## Why does CCSDT(Q) do no better than PBE for GeH₂?

I have been comparing methods for the atomization energy of singlet GeH₂, the energy needed to pull it apart into one germanium and two hydrogen atoms. The best estimate is 6.145 eV. A negative error in the table means that a method binds the molecule too weakly, and "CBS" marks values at the limit of a complete basis.

Errors in the atomization energy of singlet GeH₂ at the PBE0/def2-TZVP geometry, computed with Ansatz 0.2.0 and AFQMC afq 1 (own program). The basis is cc-pVTZ except in rows marked CBS, and the molecule's reference determinant is RHF. Coupled cluster and AFQMC leave the Ge 1s–3d electrons uncorrelated, and relativity is not included.

| level | this level less the best estimate at the basis limit (meV) | statistical noise, one standard error (meV) |
| --- | --- | --- |
| HF | -1926.0 | 0.00 |
| MP2 | -475.0 | 0.00 |
| CCSD | -199.0 | 0.00 |
| CCSD(T) | -161.0 | 0.00 |
| CCSDT | -158.0 | 0.00 |
| CCSDT(Q) | -156.0 | 0.00 |
| ph-AFQMC/HF | -72.0 | 34.00 |
| ph-AFQMC/CISD | -141.0 | 8.00 |
| released AFQMC | -135.0 | 9.00 |
| HF/CBS | -1906.0 | 0.00 |
| MP2/CBS | -295.0 | 0.00 |
| CCSD(T)/CBS | -5.0 | 0.00 |
| PBE | -159.0 | 0.00 |
| r2SCAN | -94.0 | 0.00 |
| PBE0 | -222.0 | 0.00 |
| B3LYP | 25.0 | 0.00 |
| wB97M-V | -21.0 | 0.00 |
| B2PLYP | -110.0 | 0.00 |

I expected the errors to fall as the methods became more elaborate. Instead CCSDT(Q), the most complete coupled-cluster level here, is off by −156 meV, while PBE is off by −159 meV. Phaseless AFQMC with a plain Hartree–Fock trial does better than both.

I can think of three explanations. GeH₂ may be a difficult molecule that needs still higher excitations, and the restricted Hartree–Fock determinant is indeed unstable towards an unrestricted one. The cc-pVTZ basis may be too small. Or AFQMC may simply capture something that coupled cluster leaves out. Which is it?

## Answer

The three explanations place the error in different parts of the calculation. A method has to decide how the electrons avoid one another, and the basis has to supply functions flexible enough to describe that avoidance. A better method cannot supply functions that the basis lacks. It helps to ask first what changes when only the method improves, and then what changes when only the basis improves.

**Are higher excitations needed?**

The suspicion is chemically reasonable. Germanium in GeH₂ carries a lone pair next to an empty 4p orbital, so moving electrons into that orbital costs relatively little energy. Moving the pair gives the wavefunction some character beyond a single determinant, and moving one electron gives a low-lying triplet, which makes an unstable restricted Hartree–Fock solution unsurprising. Instability alone, however, doesn't say how much energy a good correlated method still lacks, and in the correlated wavefunction the Hartree–Fock determinant keeps a weight of about 0.91.

The coupled-cluster rows answer the question more directly. In the same basis, CCSD lies 43 meV below CCSDT(Q), CCSD(T) only 5 meV below and CCSDT 2 meV below. The first steps are small partly because molecule and atom cancel: the molecule's own energy drops by 108.4 meV from CCSD to CCSDT(Q) and by 20.6 meV from CCSD(T). Its last step, from CCSDT, is only 3 meV. The series has nearly settled, but at a value far from the best estimate. For higher excitations to close the gap, the next steps would have to be much larger than the last ones.

Released AFQMC, in which the constraint on the random walk is lifted, approaches the problem by another route. It lies 21 ± 9 meV above CCSDT(Q), and much of that looks like noise at the last release time. At the shorter release times the molecule lies 6 to 15 meV below CCSDT(Q), and a separate free-projection walk ends 5 ± 8 meV below it. Even at face value it would close less than a sixth of the gap. This support is not fully independent, because the reference was accepted only where the two methods roughly agreed.

**Is the basis too small?**

Where two electrons meet, the exact wavefunction has a cusp, a sharp crease caused by their repulsion. Products of smooth orbitals reproduce that crease slowly, so a modest basis recovers too little correlation energy. The effect is strongest for electrons of opposite spin, since the Pauli principle already keeps those of equal spin apart. In the molecule, opposite-spin pairs supply about 90 per cent of the MP2 correlation energy.

This shortfall doesn't cancel when the molecule is compared with its atoms. GeH₂ has three valence pairs that each share an orbital: two bonds and a lone pair. The free germanium atom has one such pair, in 4s, and a hydrogen atom has none. Opposite-spin electrons in different orbitals, such as 4s and 4p in the atom, also correlate, so this count is only a rough guide. Bond formation brings together electrons that were previously apart, so the small basis penalizes the molecule more and the binding comes out too weak.

Hartree–Fock provides a useful control, because it treats each electron in the average field of the others and has no correlation cusp to reproduce. Going from cc-pVTZ to the basis limit strengthens its binding by only 20 meV. The same step strengthens CCSD(T) by 156 meV. Most of the basis error therefore belongs to correlation, as the cusp picture leads one to expect.

One agreement must not be counted as proof. The best estimate is itself built from CCSD(T), extrapolated to the basis limit from def2-TZVPP and def2-QZVPP, a different family from cc-pVTZ, plus the small step to CCSDT(Q). The near-perfect CCSD(T)/CBS row, and the equality between the CCSDT(Q) error and the CCSD(T) basis shift, follow from that construction. The small steps between the higher methods and the contrast with Hartree–Fock are what carry the argument.

**A simple estimate**

If basis and method errors are nearly separate, they can be added:

$$
E_\text{total} \approx E_\text{method} + E_\text{basis}.
$$

Here $E_\text{total}$ is the error in the table, $E_\text{method}$ is what would remain in a complete basis, and $E_\text{basis}$ is taken to be the same for all correlated wavefunction methods. CCSD(T) gives $E_\text{basis}=-156$ meV. For MP2, whose error in cc-pVTZ is −475 meV, this predicts

$$
E_\text{method} \approx -475+156=-319\ \text{meV}.
$$

The computed MP2/CBS error is −295 meV, a value not used in the prediction. In this one test the estimate misses by 24 meV, which is close enough to separate the two kinds of error but not to replace a calculation at the limit. It also shows that MP2 has a real method error, which no larger basis will remove.

A different assumption would be that a method gains from a larger basis in proportion to the correlation binding it already recovers. That version misses MP2/CBS by 48 meV. MP2 in fact recovers less correlation binding than CCSD(T) but gains more from the basis. The usual reason is that MP2 treats electron pairs independently, whereas coupled cluster lets them influence one another, which dampens the gain. One MP2 comparison favours the common shift without establishing it as a rule.

**Is AFQMC with the Hartree–Fock trial more accurate?**

Its error of −72 ± 34 meV looks better only because it is measured against the basis limit. Within cc-pVTZ, the fair comparison is with CCSDT(Q), and there this walk binds the molecule 84 ± 34 meV too strongly. Taken at face value, this overbinding hides part of the basis error. Nearly all of the noise, 32 meV, belongs to the walk on the molecule, which missed its target precision and showed some drift. Its energy lies only 18.5 meV below CCSDT(Q), within that noise. By subtraction the atoms lie 65.5 meV too high, and only about 11 meV of noise is left for them, so this part looks like a real bias of the single-determinant trial in the germanium atom. If the common basis shift were added, the result would land about 84 meV above the best estimate.

A better trial makes the compensation visible. Phaseless AFQMC with a CISD trial has the larger error in the table, −141 meV, yet it lies only 15 ± 8 meV from CCSDT(Q) in the same basis. The better trial gives a result closer to the right answer for this basis and further from the basis-limit value, although the noise of the first walk leaves the size of the change uncertain. A smaller total error is not, by itself, evidence of a better method.

**Why does PBE end up in the same place?**

PBE and CCSDT(Q) reach nearly the same number for different reasons. PBE does not build its correlation energy from excited orbital products, as the double hybrid B2PLYP partly does, so its basis error should resemble that of Hartree–Fock more than that of coupled cluster. If it gained the same 20 meV, PBE would still be off by about −139 meV. That remainder belongs to the functional, but it is measured against a reference that leaves the germanium 3d electrons uncorrelated, while PBE treats all electrons alike. Correlating the 3d shell is expected to strengthen the binding, so against a reference that included it PBE would probably underbind by more, not less.

The same reasoning applies to B3LYP at +25 meV and wB97M-V at −21 meV. They come closer to the best estimate than CCSDT(Q) in cc-pVTZ, but they don't solve the electronic problem more completely. Their basis errors are probably smaller, and their closeness is to a reference without 3d correlation, a term the table doesn't give and that could be larger than either error. With differences this small, I wouldn't rank one above the other.

**What to take from the table**

The numbers reject higher excitations as the main cause and point to the basis. They also suggest that the apparent success of the Hartree–Fock-trial AFQMC depends on compensation. For a related molecule, a count of the electron pairs formed from separated atoms is a plausible first guide, untested here, because each new pair gives a small basis another opportunity to weaken the binding. Then compare methods within one basis before judging their distance from the limit.

For comparison with experiment, zero-point vibration, correlation of the germanium 3d electrons and relativity must be included as well. Spin–orbit coupling, for instance, lowers the ground level of the free germanium atom and so reduces the atomization energy. The output below gives the comparisons within the basis and both tests on MP2.

Numerical output:

```
Shift from cc-pVTZ to the limit, HF, meV: 20
Shift from cc-pVTZ to the limit, MP2, meV: 180
Shift from cc-pVTZ to the limit, CCSD(T), meV: 156
Correlation part of the MP2 shift, meV: 160
Correlation part of the CCSD(T) shift, meV: 136
HF less CCSDT(Q), both cc-pVTZ, meV: -1770
MP2 less CCSDT(Q), both cc-pVTZ, meV: -319
CCSD less CCSDT(Q), both cc-pVTZ, meV: -43
CCSD(T) less CCSDT(Q), both cc-pVTZ, meV: -5
CCSDT less CCSDT(Q), both cc-pVTZ, meV: -2
Phaseless AFQMC with HF trial less CCSDT(Q), meV: 84
The same in standard errors: 2.471
Phaseless AFQMC with CISD trial less CCSDT(Q), meV: 15
Released AFQMC less CCSDT(Q), meV: 21
Released offset in standard errors: 2.333
MP2 error at the limit, common shift model, meV: -319
Common shift model less computed MP2/CBS, meV: -24
MP2 error at the limit, proportional model, meV: -343.2
Proportional model less computed MP2/CBS, meV: -48.19
GeH2 molecule, HF-trial AFQMC below CCSDT(Q), meV: 18.5
HF-trial excess left for the atoms by subtraction, meV: 65.5
GeH2 molecule, CCSD above CCSDT(Q), meV: 108.4
Part of the CCSD miss cancelled by the atoms, meV: 65.4
Opposite-spin share of MP2 correlation in GeH2, percent: 89.62
PBE less CCSDT(Q) in the table, meV: -3
PBE error if its basis shift equals that of HF, meV: -139
PBE0 less PBE, meV: -63
Factor in an equilibrium constant at 700 K from an uncancelled CCSD(T) basis shift: 13.28
```
